## Density against binding in squeezed stishovite

Stishovite is the dense form of SiO₂ with the rutile structure. Squeezing it puts more electrons into each cubic ångström, which favours a stronger response to an electric field. The same squeeze shortens the bonds and changes how firmly they hold their electrons. The table follows both effects through the electronic dielectric constant, computed with r2SCAN for a field along a (xx, equal to yy) and along c (zz). The atoms stay fixed while the field acts, so the values compare with the square of the refractive index, not with the static constant of a capacitor.

Ansatz 0.2.0, r2SCAN with PAW potentials, for stishovite (SiO₂, 6-atom cell), spin-unpolarised, with a plane-wave cutoff of 500 eV and a 6×6×8 k mesh. The cell is scaled uniformly and its atoms are relaxed with r2SCAN at each volume. The dielectric constants come from linear response with the atoms held fixed; x is along a and z along c.

```
volume (Å³/atom)     c/a  shortest distance (Å)  electronic dielectric xx  electronic dielectric zz
           6.893  0.6377                  1.703                         ?                         ?
           7.111  0.6377                  1.718                         ?                         ?
           7.333  0.6377                  1.732                     3.145                     3.296
           7.560  0.6377                  1.746                     3.171                     3.330
           7.791  0.6377                  1.760                     3.201                     3.368
           8.027  0.6377                  1.773                     3.235                     3.410
           8.268  0.6377                  1.786                     3.273                     3.456
           8.514  0.6377                  1.799                     3.316                     3.507
           8.764  0.6377                  1.811                     3.363                     3.562
```

The row at 7.791 Å³/atom is unstrained, and the others are the same cell with its edges scaled uniformly and its atoms relaxed again. The larger cells are therefore stretched, a state that pressure cannot reach. From 7.333 to 8.764 the volume grows by 20%. If each atom kept its response, this dilution would lower xx from 3.145 to about 2.80. The calculation gives 3.363 instead, so the response per atom, (xx − 1) × volume, has grown by 32%.

Theory offers a reason. In stishovite the filled states are expected to be mostly oxygen-like, some bonding and some non-bonding, and the lower empty ones Si–O antibonding. In longer bonds the orbitals overlap less, the two sets move closer in energy, and a field mixes them more easily. A crystal of weakly bound molecules behaves differently: squeezing mainly pushes the molecules together and leaves the bonds inside them almost unchanged, so density usually wins.

The Penn model puts the two effects into one formula: ε − 1 = (plasma energy / average gap)². The squared plasma energy is proportional to the electron density and carries the dilution, while the average gap stands for all transitions from filled to empty states. It is not the band gap. Between the same two rows the band gap of these runs falls by 39%, but the average gap deduced from xx falls by only 13%. Both of these band gaps carry a convergence warning, but the gap of the unstrained cell, which has none, lies on one smooth curve with those of the other known rows, so the contrast is unlikely to hinge on it.

The formula also shows how the steps in the table come to shrink towards small volumes. Each 1% of added edge length dilutes the electrons by about 3%, whatever the volume. The average gap deduced from the data falls by nearly the same number of eV each time, but this is a smaller fraction of the larger gap in a compressed cell. The two effects therefore come closer to balance: xx − 1 grows by 2.0% in the last step of the table, but by only 1.2% from 7.333 to 7.560.

For the two missing cells, a straight line in the cell edge was fitted to the average gaps of the seven known rows, separately for each direction. The cell at 7.111, which is not in the fit, shows how a forecast follows:

- The edge is (6 × 7.111 / 0.6377)^(1/3) = 4.060 Å, where the line gives an average gap of 22.09 eV.
- The 32 valence electrons per cell have a density of 32 / (6 × 7.111) = 0.750 per Å³. The squared plasma energy, 4πe²ħ²/m times this density, is 1034 eV².
- Hence xx = 1 + 1034 / 22.09² = 3.119.

Both constants should keep falling on compression, in ever smaller steps and with no upturn yet. zz should stay above xx, with a narrower difference. The forecasts are:

- at 7.111: xx = 3.119 ± 0.010 and zz = 3.265 ± 0.010
- at 6.893: xx = 3.097 ± 0.015 and zz = 3.238 ± 0.015

The first range is about the error that six of the seven known runs state for themselves. The second is wider by judgement, because the line is carried further.

The withheld rows as computed:

```
volume (Å³/atom)     c/a  shortest distance (Å)  electronic dielectric xx  electronic dielectric zz
           6.893  0.6377                  1.703                     3.100                     3.238
           7.111  0.6377                  1.718                     3.121                     3.265
```

All four values lie within their ranges, and the qualitative forecasts hold as well. For zz the model agrees to better than 0.001. For xx it is too low by 0.002 at 7.111 and by 0.003 at 6.893. The known rows already show this pattern, with the model's xx slightly low at both ends and slightly high in the middle, so the computed average gap for xx is not quite linear in the edge. These misses are well below the error of about 0.01 stated for the larger cells, so neither this curvature nor the closer fit for zz should be given a physical meaning.

The band gap would have been a poor guide here. It rises by 0.55 eV from 7.560 to 7.333, but by only 0.11 eV from 7.111 to 6.893, while the average gap keeps its pace. In the outputs of these runs the highest filled level keeps rising smoothly on compression, and it is the lowest empty level that slows. A different empty state may have become the lowest one, which would matter little for an average over all transitions. All these band gaps carry the convergence warning, so this remains a guess.

A power law in volume, fitted to xx in the same seven rows, gives 3.065 at 6.893, too low by 0.035. It fixes the balance between dilution and binding once and for all, whereas the computed balance shifts with volume. The printed analysis below compares the models row by row.

This success supports the formula as a summary, but it does not prove the bonding argument, because gap, bond lengths and volume change together in every row. For use at a real pressure two limits matter. The ratio c/a was held fixed, while a real crystal may change it. r2SCAN also tends to make insulator gaps too small. This is expected to raise the constants, but these runs cannot show by how much, or whether the error changes with volume.

Output of the analysis:

```
fit of gx on 7 rows: constant 67.03 +/- 0.11, coefficient of a -11.07 +/- 0.027; rms 0.00497, worst 7.333 0.00783, leave-one-out rms 0.00807
  rows outside the fit (model, value, miss): 6.893 22.56, 22.54, 0.0176; 7.111 22.09, 22.08, 0.0119
fit of gz on 7 rows: constant 66.68 +/- 0.018, coefficient of a -11.16 +/- 0.0043; rms 0.000806, worst 8.764 -0.00138, leave-one-out rms 0.00127
  rows outside the fit (model, value, miss): 6.893 21.83, 21.83, 0.00036; 7.111 21.37, 21.37, -0.00177
fit of log(ex - 1) on 7 rows: constant -0.3226 +/- 0.048, coefficient of log(vol) 0.5427 +/- 0.023; rms 0.00309, worst 8.764 -0.00448, leave-one-out rms 0.00503
  rows outside the fit (model, value, miss): 6.893 0.7251, 0.7419, -0.0168; 7.111 0.742, 0.7519, -0.00987
Forecast and computed:
    row  average gap xx eV  model xx  computed xx     miss xx  model zz  computed zz     miss zz  fixed response xx  power law xx
  6.893              22.54     3.097          3.1   -0.003284     3.238        3.238  -7.383e-05              3.282         3.065
  7.111              22.08     3.119        3.121    -0.00229     3.265        3.265   0.0003761              3.212           3.1
  7.333              21.62     3.143        3.145   -0.001553     3.296        3.296   1.909e-05              3.145         3.136
   7.56              21.17     3.171        3.171   0.0001913      3.33         3.33   0.0001935              3.081         3.171
  7.791              20.71     3.202        3.201   0.0009948     3.368        3.368  -2.587e-05              3.019         3.207
  8.027              20.25     3.236        3.235    0.001186      3.41         3.41  -0.0002212               2.96         3.243
  8.268              19.78     3.274        3.273    0.001002     3.456        3.456  -8.426e-05              2.902         3.279
  8.514              19.31     3.316        3.316  -0.0002898     3.507        3.507  -0.0002673              2.847         3.316
  8.764              18.84     3.361        3.363   -0.001578     3.562        3.562   0.0003921              2.795         3.352
error bar of the forecast at 6.893: 0.015
error bar of the forecast at 7.111: 0.01
zz minus xx in the model, all rows: 6.893 0.1412, 7.111 0.1467, 7.333 0.1526, 7.56 0.159, 7.791 0.166, 8.027 0.1736, 8.268 0.1819, 8.514 0.191, 8.764 0.201
zz minus xx as computed, all rows: 6.893 0.138, 7.111 0.144, 7.333 0.151, 7.56 0.159, 7.791 0.167, 8.027 0.175, 8.268 0.183, 8.514 0.191, 8.764 0.199
growth of response per atom xx from 7.333 to 8.764 in percent: 31.66
growth if average gap were proportional to band gap in percent: 168.2
fall of average gap xx from 7.333 to 8.764 in eV: 2.778
fall of band gap from 7.333 to 8.764 in eV: 2.957
fall of average gap xx in percent: 12.85
fall of band gap in percent: 38.94
```
